Fröhlich's high-energy breakdown criterion, worked for KBr between 80 K and 320 K

Intrinsic breakdown theory follows one conduction electron in a perfect insulating crystal and compares two powers: A, taken from the applied field F, and B, handed to the lattice. Fröhlich proposed in 1937 that the crystal fails when A overtakes B at the energy I at which the electron can ionise the lattice. I will derive that field for polar optical scattering.

1. Premises

(a) The electron has energy E = p²/2m, p = ħk, counted from the conduction-band bottom, with one mass m.
(b) It scatters only on longitudinal optical phonons of one frequency ω, in equilibrium at T, with occupation N = 1/[exp(ħω/k_B T) − 1].
(c) The coupling is that of a dielectric continuum with constants ε∞ and εs, and rates follow the golden rule.
(d) Electrons are too few to disturb each other or the phonons.
(e) The gain is that of an average electron with drift velocity eFτ_m/m, where τ_m is the momentum relaxation time at energy E. Hence A = eF·v_d = e²F²τ_m/m.

Formulas are in SI, e > 0, x = E/ħω, γ = 1/ε∞ − 1/εs, and k0² = 2mω/ħ, so that k² = x k0².

2. Coupling and the field F0

Write the interaction as Σ_q (g_q e^(iq·r) b_q + h.c.). Hold the electron fixed. Each mode is then a displaced oscillator, and its energy falls by |g_q|²/ħω. Classically a point charge in a medium of constant ε has the energy e²/(2ε0 ε V q²) per Fourier component in volume V, so letting the ions relax, ε∞ → εs, lowers it by e²γ/(2ε0 V q²). Equating the two,

|g_q|² = ħω e²γ/(2ε0 V q²). (1)

For emission k → k − q, and energy conservation reads ħ²(q² − 2kq cosθ)/2m = −ħω. For absorption k → k + q, and ħ²(q² + 2kq cosθ)/2m = +ħω. Therefore

q cosθ = (q² + k0²)/2k (emission), q cosθ = (k0² − q²)/2k (absorption). (2)

The golden-rule sum is (2π/ħ) V/(2π)³ ∫ 2π q² dq d(cosθ) |g_q|² δ(energy), times N + 1 or N. The q² cancels against (1), and the delta function integrated over cosθ gives m/(ħ²kq). The rate per interval dq is then

dW = (eF0/p) dq/q × (N + 1 or N), with F0 = m e ω γ/(4π ε0 ħ). (3)

F0 is the natural field of the problem. The condition |cosθ| ≤ 1 confines q between |k − k′| and k + k′, where k′² = k² − k0² for emission and k² + k0² for absorption. Multiplying numerator and denominator of (k + k′)/|k − k′| by k + k′ gives (k + k′)²/k0², so the two logarithms are

L_e = 2 ln(√x + √(x − 1)), L_a = 2 ln(√x + √(x + 1)). (4)

3. Loss and momentum relaxation

Each event moves exactly ħω:

B = ħω (eF0/p) b(x), b = (N + 1)L_e − N L_a. (5)

The momentum lost along k is ħq cosθ in emission and −ħq cosθ in absorption, by (2) equal to ħ(q² ± k0²)/2k. Divide by ħk and weight with (3). We need ∫ q dq = [(k + k′)² − (k − k′)²]/2 = 2kk′ and ∫ dq/q = L. The result is

1/τ_m = (eF0/p) μ(x), μ = (N + 1)[√(1 − 1/x) + L_e/2x] + N[√(1 + 1/x) − L_a/2x]. (6)

For x ≫ 1, L_e = ln 4x − 1/2x and L_a = ln 4x + 1/2x up to order 1/x², and the roots are 1 ∓ 1/2x. With L = ln 4x,

b = L − (2N + 1)/2x + …, μ = (2N + 1) + (L − 1)/2x + … (7)

At leading order B = ħω eF0 ln(4E/ħω)/√(2mE) and 1/τ_m = (2N + 1) eF0/√(2mE).

Question: Why does temperature drop out of B and stay in τ_m?

For a fast electron L_e and L_a are nearly equal, so stimulated emission and absorption cancel in the energy balance and only spontaneous emission is left. A deflection is a deflection whichever way the energy goes, so in μ the two add to 2N + 1. A hot lattice randomises the direction faster, shortens τ_m and cuts the gain, while the loss stays. All the temperature dependence of the criterion comes from there.

4. The balance curve and the two criteria

Put A = B: e²F²p/(m eF0 μ) = ħω eF0 b/p. With p² = 2mE, the field that balances an electron of energy E is

F_bal(E) = F0 √[b μ/2x]. (8)

At low energy b is negative, because a cold electron gains from the lattice. F_bal starts where b = 0, passes a maximum at x of two or three, and falls at large x as √(ln 4x/x). A field below the maximum cuts this curve twice. The lower crossing is stable: just above it B > A. The upper one, E_c(F), is unstable: above it A > B, since A grows as √E while B decays, and the electron runs away. As F rises, E_c comes down.

Von Hippel's low-energy criterion asks that every electron gain, so F_vH is the maximum of (8). Fröhlich asks for less. An electron above I soon ionises and drops back to low energy. While E_c > I, no electron below threshold is driven upward on average, and ionisation stays a rare fluctuation that recombination can balance. Once E_c < I, every electron that enters the window from E_c to I is carried to threshold by the field. The critical field has E_c = I. Inserting the leading terms of (7) in (8),

F_c = F0 √[(2N + 1)(ħω/2I) ln(4I/ħω)]. (9)

Three properties follow. F_c lies below F_vH, since it is a point on the falling branch of a curve whose maximum is F_vH. It rises with T as √(2N + 1) = √coth(ħω/2k_B T), flat for k_B T ≪ ħω and as √T above. And d ln F_c/d ln I = −1/2 + 1/2L.

Question: Which I? Momentum conservation should push the threshold above the gap.

In general it does. For a flat valence band the hole takes any momentum at no cost in energy, both final electrons can sit at the band bottom, and I equals the gap. The valence bands of alkali halides are narrow, so I take that limit. A larger I lowers F_c by the logarithmic slope just given.

5. The zone-boundary cutoff

A lattice has no independent phonons beyond the Brillouin zone. Replace the zone by a sphere holding one state per primitive cell. For rock salt the cell volume is a³/4, so q_D = (24π²)^(1/3)/a. Define E_D = ħ²q_D²/2m. If we forbid q > q_D, the upper limit k + k′ ≈ 2k is replaced by q_D once 2k > q_D, that is for E > E_D/4. The lower limit stays |k − k′| ≈ k0²/2k = ω/v. The logarithm becomes

L′ = ln(2k q_D/k0²) = ln[2√(E E_D)/ħω],

and b ≈ L′. In the momentum integral ∫ q dq ≈ q_D²/2, the lower limit being negligible, and dividing by 2k² gives q_D²/4k² = E_D/4E. The k0² terms leave (N + 1 − N)L′/2x. So

μ′ = (2N + 1) E_D/4E + L′/2x. (10)

The first term makes τ_m = p/(eF0 μ′) grow as √E × E = E^(3/2): each kick is bounded by ħq_D, and many are needed to turn a fast electron. The second term contributes B/2E to 1/τ_m, the shrinking of |p| that goes with the energy loss. Then

F_c′ = F0 √{(ħω L′/2I)[(2N + 1) E_D/4I + ħω L′/2I]}, (11)

with L′ taken at E = I. Keeping the first term only, F_c′ = (F0/I) √[(2N + 1) ħω E_D L′/8], which falls as 1/I apart from the logarithm, with slope −1 + 1/4L′. At E = E_D/4, L′ = ln(E_D/ħω) = ln 4x and E_D/4E = 1, so the two branches join at leading order.

Question: Momentum transfers beyond the zone do occur, as umklapp processes. Have you not simply deleted them?

Yes. A transfer Q outside the zone is made by the phonon q = Q − G, with G a reciprocal lattice vector, and its strength depends on the ionic potentials, about which the continuum knows nothing. Equation (9) extends the 1/Q coupling to all Q, and (11) sets it to zero beyond q_D. They are two guesses at the same unknown. Since adding scattering channels raises μ, (11) is the low side for this model, but (9) is no upper bound.

6. How firm is premise (e)?

Question: At fixed energy the electrons are almost isotropic. Is e²F²τ_m/m really their mean gain?

Only if τ_m does not depend on energy. Let the distribution be f0(E) + δf, with δf = −τ_m eF v_z df0/dE and z along the force, for quasi-elastic scattering and weak anisotropy. The field drives a flux along the energy axis, J = g⟨eF v_z δf⟩ = −g D df0/dE, with density of states g ∝ √E and D = (eFv)²τ_m/3 = 2e²F²Eτ_m/3m. The total power is ∫ J dE. Integrating by parts gives ∫ g f0 [dD/dE + D/2E] dE, so the mean gain on the shell is

A_shell = (e²F²τ_m/m)(1 + 2s/3), s = d ln τ_m/d ln E. (12)

Electrons pushed to higher energy keep their direction longer than those pushed down. For s = 1/2 the factor is 4/3, and F_c is multiplied by 0.87. For s = 3/2 it is 2, and the leading form of F_c′ is multiplied by 0.71. The dependences on T and I are untouched. I keep (9) and (11) in the average-electron convention, and their prefactors carry this ambiguity.

7. KBr

The compiled values are a = 6.6 Å (Wikipedia, 300 K), gap 7.4 eV (Aguado 1998), εs = 4.875 (Andeen 1970, 300 K) and ε∞ = 2.3 (Van Vechten 1969). As given inputs I add a typical LO energy of about 21 meV, and m equal to the free-electron mass, on the assumption that an electron 7.4 eV up the band is nearly free. I set I = 7.4 eV and hold all inputs fixed in T.

Then γ = 0.2297, F0 = 0.911 MV/cm, ħω/k_B = 244 K, x = 352, L = 7.25 and √(L/2x) = 0.1014. For the cutoff, q_D = 0.937 Å⁻¹ and E_D = 3.35 eV, with onset at E_D/4 = 0.84 eV. At threshold k = 1.39 Å⁻¹, so the cutoff is active, with E_D/4I = 0.113, L′ = 6.16 and L′/2x = 0.0087. The model's fields, in MV/cm, are:

T (K) | N | √(2N+1) | F_c, eq. (9) | F_c′, eq. (11)
80 | 0.050 | 1.049 | 0.097 | 0.031
160 | 0.279 | 1.248 | 0.12 | 0.037
240 | 0.568 | 1.462 | 0.14 | 0.043
320 | 0.876 | 1.659 | 0.15 | 0.048

From 80 K to 320 K, F_c rises by a factor 1.58. F_c′ rises by 1.55, a little less, because the temperature-independent term in (10) amounts to 7 per cent of the first at 80 K and 3 per cent at 320 K. Using the unexpanded (5) and (6) in place of (7) changes F_c by under half a per cent. The slopes d ln F/d ln I are −0.43 for (9) and −0.96 for the leading form of (11).

Maximising (8) numerically with the same mass gives F_vH = 0.67 MV/cm at 80 K and 0.90 MV/cm at 320 K, which are 6.9 and 5.8 times F_c. The maxima lie below 0.1 eV, where the cutoff plays no part. F_vH rises only by 1.34, since near its maximum absorption still reduces b appreciably.

Two figures are all the inputs allow. The sensitivity d ln γ/d ln ε∞ is −1.9, so the rounding of 2.3 alone is worth 4 per cent. Also d ln γ/d ln εs = 0.89, so a drift of εs with temperature passes almost in full into F0 and alters the ratio 1.58 accordingly. The mass matters more: F_c ∝ m, and the leading F_c′ ∝ √m apart from the logarithm, since E_D ∝ 1/m. A band-edge mass, typically near 0.4 of the free mass, would lower all these fields.

Question: Those fields look small for an alkali halide.

They are. As typical knowledge, KBr crystals near room temperature break down at about 0.7 to 0.8 MV/cm, with a strength that rises with temperature from the cold side, so the model's F_c has the right sign of slope but is low by a factor of roughly five, and F_c′ by roughly fifteen. Two causes both push that way.

The first is premise (b). At 320 K the polar τ_m at threshold is 37 fs, a path of 59 nm. Short-range scattering on acoustic phonons and umklapp processes grow in weight at several eV, where the polar rate fades. Any added quasi-elastic rate ν multiplies F_c by √(1 + ν τ_m). A factor of five in field takes a factor of 25 in the product b μ.

The second is supply. The criterion says what happens to an electron at I and is silent on how many arrive. Treat the phonon steps as a diffusion with D_ph = (ħω)²(2N + 1)(eF0/p)L/2, half the squared step times the total rate, beside the field term D of section 6. With no net flux, (D + D_ph) df0/dE = −ħω(eF0/p)L f0. The loss coefficient is L without the correction in (7), because that correction is the drift (1/g) d(gD_ph)/dE which the diffusion term already contains. In reduced form D = (eF0/p)(4/3)E²(F/F0)²/(2N + 1), so f0 falls by exp(−S) with

S = ∫ L dx / [(2N + 1)L/2 + (4/3) x² (F/F0)²/(2N + 1)]. (13)

At F = F_c and 320 K, integration from x = 1 to 352 gives S ≈ 24. The high-energy forms are crude at the lower end, but the message is safe: at F_c the occupation near I is suppressed by some ten orders of magnitude, nearly all of it on the climb through energies where B ≫ A. Within this model, substantial multiplication needs a field between F_c and F_vH.

8. Range of validity

Expansion in 1/x. Equation (9) needs I ≫ ħω and (2N + 1)/2x ≪ L, both amply met here. Equation (11) needs I > E_D/4, and its pure 1/I form needs (2N + 1)E_D ≫ 2ħωL′.

Weak anisotropy. Premise (e) and (12) need a drift momentum small against p. The ratio is eFτ_m/p = F/(F0 μ). At 80 K, the worst case, it is 0.10 for (9) and 0.26 for (11), and the neglected terms go as its square, 7 per cent in the second case. At the von Hippel maximum it is about 0.6, so F_vH is a rough marker only.

Golden rule. The polaron constant α = eF0/(ħω k0) is 5.8 for the free mass, which makes perturbation theory unreliable at low energy, a second reason to distrust F_vH and the low end of (13). At threshold the total rate Γ = (2N + 1)(eF0/p)L gives ħΓ = 0.13 eV at 320 K, small against I but 6.2 times ħω. Most of these collisions are tiny forward deflections. For a charge on a prescribed straight path the oscillators respond linearly, and the mean loss has the form (5) at any coupling strength. What is needed is that the direction survive for a time 1/ω. Here ωτ_m = √x/(αμ) = 1.2 without cutoff at 320 K, which is marginal. It blurs the lower limit ω/v inside the logarithm, and a change of L by one unit moves F_c by 7 per cent. With the cutoff τ_m is longer and the condition holds better.

Band structure. With k > q_D the electron is outside the first zone, and a single parabola ignores gaps at the zone faces. Through m and I this is the largest uncertainty in F0 and x.

Kind of failure. The treatment covers a pure crystal, a uniform field and pulses too short for Joule heating or space charge. Impurities add elastic scattering and raise F_c, most at low T where the phonon part is weakest. At higher temperature, ionic conduction and electrons in traps open thermal routes whose strength falls with T, and (9) no longer applies. In films thinner than vτ_m the electron crosses without relaxing its momentum and the balance A = B has no meaning.

Within these limits the durable content of the criterion is the scaling, √(2N + 1) in temperature and a power of 1/I between about one half and one. The model's fields for KBr, 0.097 to 0.15 MV/cm without cutoff and 0.031 to 0.048 MV/cm with it, mark where polar scattering alone stops holding back an electron at threshold, well below the field at which the crystal fails.